When two 3d-metal states or neighbouring atoms are compared at MP2, two choices come first: whether the 3s3p shell may be frozen, and whether the correlation energy may be interpolated as a smooth function of nuclear charge $Z$. Both depend on what makes the all-electron MP2 correlation energy grow by a factor 2.09 from Sc to Ni while the electron number $N$ grows by 1.33.

All-electron MP2 correlation energies from PySCF 2.14.0 for neutral 3d-row atoms (Sc to Ni, without Fe) in their ground configurations, with the aug-cc-pwCVTZ basis, a non-relativistic Hamiltonian and a point nucleus. The reference for each atom is one real unrestricted Hartree-Fock determinant at highest spin.

```tsv
species	Z	electrons	configuration	frozen electrons	MP2 (mhartree)	same-spin share	pair 3p-3d (mhartree)	pair 3p-3p (mhartree)	pair 3d-3d (mhartree)	pair 2p-2p (mhartree)
Sc	21	21	[Ar] 3d1 4s2	0	-505.3	0.278	-43.0	-169.8	0.0	-82.5
Ti	22	22	[Ar] 3d2 4s2	0	-562.3	0.286	-86.9	-150.8	-5.5	-89.9
V	23	23	[Ar] 3d3 4s2	0	-627.7	0.303	-130.2	-133.6	-20.8	-95.2
Cr	24	24	[Ar] 3d5 4s1	0	-726.0	0.375	-203.8	-108.7	-85.8	-97.0
Mn	25	25	[Ar] 3d5 4s2	0	-764.5	0.350	-208.4	-101.7	-77.7	-99.0
Co	27	27	[Ar] 3d7 4s2	0	-948.7	0.323	-250.3	-81.0	-206.6	-101.7
Ni	28	28	[Ar] 3d8 4s2	0	-1055.4	0.322	-266.2	-74.1	-287.3	-103.1
```

A "pair" column sums the MP2 terms whose two excited electrons come from the named subshells; the same-spin share is the parallel-spin part of the total. Below, energies are magnitudes in mhartree and $n$ is the 3d occupation.

**A smooth function of Z.** The tempting reading is that a rising charge squeezes the electrons together, so that every pair correlates harder. A power law fitted to all seven totals gives $Z^{2.55}$ and misses by 3% of the total at worst. Simple scaling does not support it. Each MP2 term is $|\langle ij\|ab\rangle|^2/(\epsilon_a+\epsilon_b-\epsilon_i-\epsilon_j)$, for occupied spin orbitals $i,j$ and empty $a,b$ with energies $\epsilon$. Under hydrogenic contraction the integral scales as $Z$ and the gap as $Z^2$, so the term stays constant; inside one principal shell it can grow as $Z$. Screened charges rise faster than $Z$ in relative terms, so this argument is not decisive alone. The subshell pair energies of the same calculations also speak against a general rise: from Sc to Ni the pairs containing a 3d electron gain 650, more than the whole growth of 550, and all other pairs together lose 100. Where 4s is full, the 4s-4s pair moves only from 21.4 to 23.2.

**All pairs alike.** A single weight times $N(N-1)/2$, fitted to all rows, overshoots Sc by 9% of its total and falls 6% short at Ni. It also cannot let pair 3p-3p, always six electrons, shrink by 56%.

**The 3d occupation.** An added 3d electron has two opposed effects. It forms new pairs, chiefly with 3p, which occupies the same radial region, and with the 3d electrons already present; the latter gain more in the second half of the row. It also removes an empty level, because an occupied spin orbital drops out of the sum over $a,b$.

In the six 4s² rows $n=Z-20$, so no fit to them can tell $Z$ from $n$. Only Cr ($Z=24$, $n=5$) can. With all 4s-containing pairs removed, a quadratic through the six 4s² rows gives 623 at $n=4$ and 698 at $n=5$. Cr, left out of that fit, has 702, within the curve's own misfit of 5. This favours $n$ over $Z$, on the evidence of one row; since the electrons outside 4s number $18+n$, it does not by itself show which pairs are responsible.

Within 3d, high-spin filling gives $n_\uparrow=\min(n,5)$, $n_\downarrow=n-n_\uparrow$, and
$$E_{dd}=w_s\left[\binom{n_\uparrow}{2}+\binom{n_\downarrow}{2}\right]+w_o\,n_\uparrow n_\downarrow .$$
Antisymmetry already keeps parallel electrons apart, so $w_o>w_s$ is expected. The fit to all rows gives $w_s=8.08$ and $w_o=12.03$, with an rms error of 3.0 against 10.8 for a single weight. That sets two parameters against one, and a single weight drifting with $n$ fits about as well; the pair energies are not resolved by spin, so the split is fitted, not shown. Co, part of the fit, has five up and two down electrons, hence $10+1=11$ parallel and 10 antiparallel pairs: $11(8.08)+10(12.03)=209.2$ against 206.6, 1.3% too high. The zero at Sc is built in and tests nothing. The model fails at Ti, whose one parallel pair gives 5.5. Splitting parallel pairs into ³F and ³P types (1+0 in Ti, 2.4+0.6 in V, 7+3 in d⁵) predicts V at 21.0 from Ti and Mn, or 22.7 from Ti and Cr, against 20.8. That split assumes pure terms, which one real determinant does not guarantee for Ti, V, Co and Ni.

Counting also accounts for the same-spin share, highest at Cr (0.375). From V to Cr seven parallel 3d pairs appear and the 4s pair vanishes; 0.83 of that step is same-spin. The electron added from Cr to Mn is antiparallel to 4s and all five 3d electrons, and the net gain is opposite-spin.

**Where the numbers do not decide.** The expected cause of the falling pair 3p-3p is Pauli blocking of 3p²→3d², whose channels number $\binom{10-n}{2}$, from 36 in Sc to 1 in Ni. A straight line in that count fits all rows with rms 3.2, but $Z^{-2.95}$ does as well (2.8), and the two miss Cr by 6 to 7 on opposite sides. Cr at 108.7 lies between the 4s² curve at $n=4$ (116.5) and $n=5$ (102.7). The preference for blocking is argued: at fixed configuration the scaling above gives a constant, or growth as $Z$ for excitations inside one principal shell, where the gap scales only as $Z$. The steady 4s-4s pair, with 4p empty throughout, is consistent with this. Neutral atoms are far from hydrogenic, however, and a widening 3p gap may contribute. That Cr's 3d shell is more diffuse than Mn's and blocks less is a guess.

A series of cations at fixed $n$ would separate the two: the number of blocked levels stays constant, so pair 3p-3p should change less than along the neutral row, though it can still drift as 3d contracts. Emptying 3d at a fixed nucleus is the sharper test. Along the 2p row the analogue is 2s²→2p², quenched as 2p fills; in the 4f row it is 4d²→4f².

**What to do.** Correlate 3s3p whenever $n$ changes. Pair 3p-3d averages 33 to 43 per 3d electron, about 1 eV, though the step from Co to Ni is only 16; net of the fall of 3p-3p, the added electron gains 25 from Sc to Ti and 9 from Co to Ni. Pair 3p-3d exceeds pair 3d-3d in all rows but Ni. Interpolate in the 3d occupation, with the 4s pairs treated apart, not in $Z$ alone. Do not take the totals as complete: this basis targets 3s3p, and its 1s-1s pair is 0.5 to 2.4 where a rough recalled size is 40. The rise of pair 2p-2p therefore carries no physical reading; with 2p-3d it makes 12% of the growth, and Cr's irregular 1s-1s, 1s-2s and 2s-2p values blur Cr–Mn differences by about 3. MP2 can be unreliable for 3d shells and the Hamiltonian is non-relativistic, so the weights describe this level only and need a term check and a higher-order method before quantitative use. Row-by-row residuals are in the output that follows.

Output of the analysis:

```
magnitudes in mhartree; residual = table - model; rounding floor 0.05 (spin parts about 0.5)
                                   Sc     Ti      V     Cr     Mn     Co     Ni
Ni/Sc ratios: total 2.09, N 1.33, N(N-1)/2 1.80
total per electron               24.1   25.6   27.3   30.2   30.6   35.1   37.7
step per unit Z (to this row)     nan   57.0   65.4   98.3   38.5   92.1  106.7
A resid total ~ Z^p               3.0   -3.2   -5.6   20.1  -18.8   -4.3    9.9
   exponent 2.55 rms 11.5 worst Cr
B resid total = k N(N-1)/2      -45.2  -43.3  -35.5    2.5  -22.0   28.5   64.5
   params [2.62] rms 39.0 worst Ni
pairs containing 3d              62.8  132.2  211.5  367.9  385.9  596.7  712.7
pairs without 3d                442.5  430.1  416.2  358.1  378.6  352.0  342.7
4s-4s                            21.4   21.8   22.0    0.0   22.2   23.0   23.2
Sc->Ni: total +550.1, with 3d +650.0, without -99.9, 4s-4s +1.8
Sc->Ni: 3d3d +287.3 3p3d +223.2 3p3p -95.7 (-56%) 3s3d +47.7 3d4s +36.6
Sc->Ni basis-limited core: 2p2p +20.6, 2p3d +45.3, together 12% of growth
pairs containing 4s              59.7   63.3   66.5   23.9   70.8   77.7   80.0
total without 4s pairs          445.6  499.0  561.2  702.1  693.7  871.0  975.4
Cr->Mn: total +38.5, 4s pairs +46.8, rest -8.3, 3d3d -8.1, 3p3p -7.0, 3p3d +4.6
Cr test without 4s curve n=4 622.6, n=5 697.6, Cr 702.1, max misfit of curve 5.2
Cr test 3p-3p      curve n=4 116.5, n=5 102.7, Cr 108.7, max misfit of curve 1.2
Cr test 3p-3d      curve n=4 171.5, n=5 203.8, Cr 203.8, max misfit of curve 4.6
same-spin 3d pairs                  0      1      3     10     10     11     13
opposite-spin 3d pairs              0      0      0      0      0     10     15
3d-3d per 3d pair                 nan   5.50   6.93   8.58   7.77   9.84  10.26
3d3d resid, one weight           -0.0   -4.3   -8.6  -12.4  -20.5    0.5   12.5
   params [9.82] rms 10.8 worst Mn
C 3d3d resid, same/opp weight    -0.0   -2.6   -3.4    5.0   -3.1   -2.6    1.7
   params [ 8.08 12.03] rms 3.0 worst Cr
opposite/same weight ratio 1.49
pure terms, Ti+Mn: F 5.5 P 13.1, V pred 21.0 vs 20.8; opp pair Co 12.3 Ni 12.6
pure terms, Ti+Cr: F 5.5 P 15.8, V pred 22.7 vs 20.8; opp pair Co 11.5 Ni 11.9
empty 3d pairs C(10-n,2)           36     28     21     10     10      3      1
C 3p3p resid a+b*holes           -2.6    0.1    1.8    6.7   -0.3   -2.1   -3.6
   params [74.95  2.71] rms 3.2 worst Cr
A 3p3p resid ~ Z^p               -0.3    2.5    3.5   -6.1   -0.1   -0.1    1.2
   exponent -2.95 rms 2.8 worst Cr
3p3p V->Cr -24.9 is 78% of V->Mn -31.9 (Z only ~50, n only 100)
3p-3d per 3d electron            43.0   43.5   43.4   40.8   41.7   35.8   33.3
same-spin energy                140.5  160.8  190.2  272.2  267.6  306.4  339.8
opposite-spin energy            364.8  401.5  437.5  453.8  496.9  642.3  715.6
same-spin share of step           nan   0.36   0.45   0.83  -0.12   0.21   0.31
```
